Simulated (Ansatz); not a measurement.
## AlCl2 (SMILES [Cl][Al][Cl]): the energy, rung by rung

AlCl2: 3 atoms, total charge 0, spin state doublet. As SMILES, `[Cl][Al][Cl]`. The coordinates come from a PBE0-D4/def2-TZVP relaxation.

```xyz
3

Cl    1.3748    0.8683    0.8387
Al   -0.4321    0.5207   -0.1772
Cl   -0.9536   -1.4538   -0.6747
```

Quantity: the energy change with the Cl1–Al2 bond stretched from 2.102 to 3.153 Å, in eV. The values are calculated.

| level | kind | program | value (eV) | less FCI/STO-3G | CPU time (all runs) |
| --- | --- | --- | --- | --- | --- |
| U-revPBE/STO-3G | GGA | Ansatz | 2.28 | -0.33 | 3.9 s |
| UBLYP/STO-3G | GGA | Ansatz | 2.14 | -0.47 | 4.1 s |
| UB3LYP/STO-3G | global hybrid | Ansatz | 2.37 | -0.24 | 4.2 s |
| UBHLYP/STO-3G | global hybrid | Ansatz | 2.63 | +0.02 | 4.1 s |
| UMP2/STO-3G | perturbation theory | Ansatz | 2.79 | +0.18 | 1.4 s |
| UBCCD(T)/STO-3G | coupled cluster or CI | Ansatz | 2.60 | -0.01 | 1.4 s |
| UCCSD(T)/STO-3G | coupled cluster or CI | Ansatz | 2.60 | -0.01 | 2.1 s |
| UCCSDT(Q)/STO-3G | coupled cluster or CI | Ansatz | 2.61 | 0.00 | 5.8 s |
| FCI/STO-3G | exact in the basis | Ansatz | 2.61 | 0.00 | 2.1 s |

FCI/STO-3G is exact within its basis and frozen core, so for wave-function methods in that basis the difference is their error; functionals converge differently with the basis, so for them it is only a difference. The first shape isn't each level's own minimum. The values span 2.14 to 2.79 eV. All rows use very small basis sets, so even the best lies far from the true value. CPU times are rough (shared hosts, several kinds of processor): they show what a rung costs within a factor of a few.

Stretching one Al–Cl bond costs 2.61 eV at the FCI level, and all three coupled-cluster rows reproduce this almost exactly. Replacing the Hartree–Fock reference by Brueckner orbitals changes nothing at the printed precision, and UMP2 overshoots by 0.18 eV.

The cost reflects the loss of a strong, polar σ bond. It is partly offset because the radical can separate into closed-shell AlCl and a chlorine atom: aluminium goes from formal Al(II) to Al(I) and regains its 3s lone pair, while the unpaired electron moves to chlorine.

From UBLYP through UB3LYP to UBHLYP, the energy rises with the share of exact exchange. This probably reflects the three electrons shared between the aluminium lone pair and a chlorine 3p orbital in the stretched radical, an arrangement that semilocal functionals tend to overstabilise by delocalising the charge.

The two geometries don't establish a dissociation energy, nor whether the coupled-cluster agreement persists to full separation.
